These notes take six doubly charged ions of groups 9 to 11, computed as spherical atoms with Slater Xα exchange, and ask what sets the energy needed to remove one more d electron.

Doubly charged ions of groups 9 to 11 as spherical all-electron Kohn-Sham atoms, computed with radks 1 (radial solver, using Libxc): Slater Xα exchange with α = 0.667, no correlation, scalar-relativistic, spin-polarised, Fermi nucleus. Configurations are NIST's ground ones, with open shells filled at highest spin. Ionisation energies are differences of total energies.

```csv
species,Z,electrons,configuration,electron removed from,ionisation energy (eV),−ε(highest occupied) (eV),highest level mean radius (bohr),exchange energy (hartree)
Co2+,27,25,[Ar] 3d7,3d,32.0893,23.896,1.0512,-54.330
Ir2+,77,75,[Xe] 4f14 5d7,5d,27.7260,21.974,1.6447,-327.73
Ni2+,28,26,[Ar] 3d8,3d,34.4588,25.888,0.98821,-57.952
Pd2+,46,44,[Kr] 4d8,4d,31.8508,25.180,1.3903,-134.06
Pt2+,78,76,[Xe] 4f14 5d8,5d,29.9192,23.898,1.5734,-335.31
Cu2+,29,27,[Ar] 3d9,3d,36.7094,27.780,0.93318,-61.745
```

## Quantities and states

The ionisation energy I is the total energy of M³⁺ minus that of M²⁺. The symbol ε is the eigenvalue of the highest occupied Kohn-Sham level and ⟨r⟩ is its mean radius. Eₓ is the exchange energy of the whole ion, and α is the factor that scales it. The difference I − (−ε) will be called the gap.

Every row is a high-spin d⁷, d⁸ or d⁹ ion whose spin-up d shell is full, so the electron removed is a spin-down (minority) d electron each time. Minority electrons have fewer same-spin neighbours and gain less exchange, so their levels lie higher. The Pd²⁺ calculation shows this order in its 4s pair, where spin-down lies 1.59 eV above spin-up. The rows are therefore in comparable states, though each is a spherical average and not a spectroscopic term.

## 1. Which is larger, I or −ε, and why?

I is larger in all six rows, by 5.75 eV for Ir²⁺ up to 8.93 eV for Cu²⁺, which is a fifth to a quarter of I. Janak's theorem explains the sign. Let n be the fraction of the last electron still present; then dE/dn = ε(n), and I = −∫ε(n) dn from n = 0 to 1. As charge is drained away the repulsion in the shell drops and the level sinks. If it sinks linearly, ε(n) = ε(1) − U(1 − n), the integral gives I = −ε(1) + U/2, so the gap is half the curvature U = d²E/dn².

Two limits bracket U. For the exact functional the energy is a straight line between whole electron numbers, so U = 0 and −ε equals I. In the opposite limit of frozen orbitals with Coulomb repulsion alone, the electron repels its own charge cloud in full and U is the Slater integral F⁰(d,d). Local exchange cancels only part of this self-repulsion, which is the standard self-interaction error, and the computed gap should lie between the two limits, which can be checked here for Pd²⁺ only.

## 2. How large should the gap be?

A charged metal sphere is the simpler system to think of. Putting charge q on a sphere of radius R costs q²/(2R), so the curvature per electron is e²/R and the gap would be e²/(2R). Setting R = ⟨r⟩ gives an estimate with nothing fitted to any row. The analogy holds only for the Coulomb part: the sphere has a fixed radius, no thickness and no exchange, while a d shell is thick and its electrons rearrange.

For Ni²⁺, with e² = 27.211 eV·bohr, the estimate is 27.211/(2 × 0.98821) = 13.77 eV. The gap in the table is 34.459 − 25.888 = 8.571 eV. The sphere is too high by 61 % of the computed gap, so it gives the order of magnitude and no more.

The ordering is better than the size. Sorted by ⟨r⟩, the gap falls without exception from Cu²⁺ through Ni²⁺, Co²⁺, Pd²⁺ and Pt²⁺ to Ir²⁺. The slope of ln(gap) against ln⟨r⟩, taken for five pairs of ions, lies between −0.72 and −1.03, where a pure sphere would give −1. The overshoot is 44 % for the 5d ions and reaches 63 % for Cu²⁺, the worst row.

For Pd²⁺ alone the overshoot can be taken apart, because the same calculation gives F⁰(4d,4d) = 17.93 eV. Half of it is 8.97 eV against 9.79 eV from the sphere, so the thickness of the shell explains only a small part. The remaining 2.30 eV down to the computed gap must come from outside the frozen Coulomb picture. Theory names two contributions that add: local exchange goes as −ρ^(4/3) in the density ρ, which has negative curvature, and the remaining electrons contract around the hole and screen it. The numbers do not divide the remainder between them, and that stronger screening causes the larger overshoot in 3d is a guess.

## 3. Why does I fall down a group?

Any change of I is a change of −ε plus a change of the gap, which is an identity. From Ni²⁺ to Pd²⁺, I falls by 2.61 eV while −ε falls by only 0.71 eV, so 73 % of the drop sits in the gap. The shell swells by 41 % in this step, and the charging term shrinks with it as question 2 predicts. A reader who ranked these two ions by eigenvalue would see far too small a difference.

This split describes the functional and is not a cause of the fall. With the exact functional the gap would vanish and the whole fall would appear in −ε. Xα leaves part of the electron's repulsion with itself in ε, and more of it is expected in the compact 3d shell, which lifts the Ni²⁺ level towards that of Pd²⁺. The total-energy difference largely undoes this lift, and the gap shows by how much.

The change of −ε with size can be set beside two hydrogenic limits, with ε ∝ −Z_eff²/n_q² and ⟨r⟩ roughly ∝ n_q²/Z_eff for principal quantum number n_q and effective charge Z_eff. If Z_eff stayed fixed while n_q rose, −ε would go as 1/⟨r⟩, a logarithmic slope of −1. If Z_eff rose in step with n_q, −ε would not change at all, a slope of 0. The table gives −0.08 for Ni→Pd, −0.42 for Pd→Pt and −0.19 for Co→Ir, each nearer the second limit. The standard reading is that 4d and 5d orbitals have inner lobes that penetrate the core and feel a larger charge. The self-repulsion left in ε also flattens the slopes: with I in place of −ε they are −0.23, −0.51 and −0.33, so the second limit is favoured less clearly. A screened atom is not a Coulomb field either, and a hydrogenic 3d orbital with the −ε of Ni²⁺ would be more than twice as large as the computed one, so these limits are guides and not laws.

## 4. Why is the second step down group 10 different from the first?

From Pd²⁺ to Pt²⁺ the radius grows by only 13 %, so the charging term has little room to change. The gap supplies 34 % of the 1.93 eV fall, and the eigenvalue supplies the rest. Two known effects act on the 5d radius in opposite directions: the filled 4f shell screens imperfectly and contracts the ion, while relativistic contraction of s and p shells screens the 5d level, raising and expanding it. All rows carry scalar relativity, so the share of each effect is untested here, and the contrast between the two steps rests on this one triad.

The two terms can also hide each other. Co²⁺ and Pt²⁺ have −ε equal to within 0.002 eV, a coincidence, yet I is 2.17 eV lower for Pt²⁺, all of it in the gap of the larger shell. From Co²⁺ to Pd²⁺ the level deepens by 1.28 eV and the gap shrinks by 1.52 eV, which leaves I almost unchanged. Neither ε nor ⟨r⟩ alone measures I.

## 5. Why does I rise along a period?

Adding a proton and a d electron raises I by 2.37 eV (Co→Ni), 2.25 eV (Ni→Cu) and 2.19 eV (Ir→Pt). Here the radius shrinks by only about a twentieth per step, and the gap carries no more than 16 % of the rise. The trend along a period is thus a trend of the eigenvalue, the reverse of the Ni→Pd case.

The hydrogenic limit is now fixed n_q with rising Z_eff, for which −ε ∝ 1/⟨r⟩², a slope of −2. Ir→Pt comes close with −1.89, and Co→Cu gives −1.26. Theory argues that Z_eff rises because an electron in the same shell screens the added proton only in part. Exchange adds to this, since the departing electron leaves one same-spin d partner in d⁷, two in d⁸ and three in d⁹; the table does not separate the two effects. In this Xα split a change from 3d to 4d or 5d shows up mostly in the gap, while the step from 4d to 5d and a change of Z within a shell show up mainly in −ε. A functional with less self-interaction error would move more of each change into −ε.

## 6. What would a different α do?

The total energy is stationary with respect to the orbitals and Eₓ is proportional to α, so dE/dα = Eₓ/α. For Ni²⁺ a rise of α by 0.001 shifts the total energy by 0.001 × (−57.952/0.667) × 27.211 = −2.36 eV. The third digit of α thus moves the total energy of a 3d ion by about as much as one step along the period moves I.

Most of that shift belongs to inner electrons, and whatever both charge states share cancels in I, since dI/dα = [Eₓ(M³⁺) − Eₓ(M²⁺)]/α. The same fact makes the exchange column useless for the trend: Eₓ of Pt²⁺ is 5.79 times that of Ni²⁺, while its I is 0.868 times as large. As α tends to zero the electron feels its full self-repulsion and is bound more weakly, so a larger α should raise both −ε and I. That sign is argued from the loss of exchange on ionisation and is untested at the single α used here.

## 7. Which digits can be trusted?

As statements about this model, I and the gap are good to the rounding, about 0.0006 eV for the gap, provided the runs are converged as tightly as they are printed. The 0.119 eV by which the Ni→Cu step falls short of the Co→Ni step is well above that and is a real feature of the calculation. Differences of exchange energies are coarser, because the last printed digit for the heavy ions is worth ±0.14 eV.

As statements about real ions, even the last digit before the decimal point is not safe. The calculation has no correlation, no term splitting and no spin-orbit coupling, and the last is substantial for Ir²⁺ and Pt²⁺. Measured ionisation energies, which are not part of this table, rise less from Co²⁺ to Cu²⁺ than the computed 4.62 eV.

Term energies bear on this slope before α or the functional can be blamed. High-spin d⁷ and d⁸ each split into an F and a P term, with the F ground term below the spherical average, whereas high-spin d⁶ and d⁹ have a single term. For Co²⁺ (d⁷ → d⁶) the initial state is lowered and I rises; for Cu²⁺ (d⁹ → d⁸) the final state is lowered and I falls; for Ni²⁺ (d⁸ → d⁷) the two lowerings nearly cancel. This flattens the real 3d slope in the direction needed, though how much of the discrepancy it accounts for is untested by these spherical calculations.
